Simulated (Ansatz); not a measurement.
# A series in volume scale on Si

All results are calculated (Ansatz 0.2.0). Periodic Kohn-Sham DFT of a crystal at fixed atoms, scaled to volume_scale times the given cell; pressure positive in compression, energy less spherical unpolarised free atoms, largest_vzz the field gradient of largest size among the nuclei.

The cell before it is scaled or strained (space group Fd-3m, No. 227):
```
cell vectors (Å)
   0.0000     2.7155     2.7155
   2.7155     0.0000     2.7155
   2.7155     2.7155     0.0000
atoms (fractions of the cell vectors)
Si  0.50000  0.50000  0.50000
Si  0.75000  0.75000  0.75000
```

Settings of every row: method all-electron PAW; functional LDA; relativity scalar; k mesh 12x12x12; filling fermi-dirac; smearing width 0.08 eV; nucleus gaussian.

Atom start moment: 0 on all atoms.

Limits: small gap, it may come from the mesh.

| row | volume scale | V (Å³/atom) | pressure (GPa) |
| --- | --- | --- | --- |
| 1 | 0.94 | 18.822 | 4.785 |
| 2 | 0.96 | 19.223 | 2.444 |
| 3 | 0.98 | 19.623 | 0.339 |
| 4 | 0.99 | 19.824 | -0.633 |
| 5 | 1 | 20.023 | -1.554 |
| 6 | 1.01 | 20.224 | -2.427 |
| 7 | 1.02 | 20.424 | ? |
| 8 | 1.04 | 20.825 | -4.779 |
| 9 | 1.06 | 21.225 | -6.147 |

Question: what pressure should row 7 give?

Worked fit of pressure. Take u = (V_r/V)^(2/3) − 1 with V_r = 19.924 Å³ an atom, which is twice the finite (Eulerian) strain; such expansions in the strain, on which the Birch-Murnaghan equation of state is built, carry the rest volume and the bulk modulus. The shown rows have u = 0.03866, 0.02417, 0.0102, 0.00336, -0.0033, -0.00991, -0.02906, -0.04129. Least squares give pressure = −1.1015 + 137.659 × u + 376.5 × u² GPa; a straight line predicts inner rows, each left out in turn, worse (root mean square 0.2 against 0.0038 GPa). The rows lie off it by 0.002, -0.002, -0.003, 0.002, -0.002, 0.002, 0.005, -0.003 (root mean square 0.0028 GPa). The pressure vanishes at u = 0.0078, or V = 19.69 Å³ an atom, and there the bulk modulus at fixed shape and fractions is B = −V dP/dV = (2/3)(1 + u) dP/du = 96.5 GPa. The withheld row has u = -0.01639, so the fit gives −1.1015 + 137.659 × (-0.01639) + 376.5 × (-0.01639)² = -3.257 GPa.

The calculation gave -3.254 GPa. The fit lies 0.003 GPa (0.027 % of the column's range) below it; its largest miss of a shown row is 0.005 GPa.
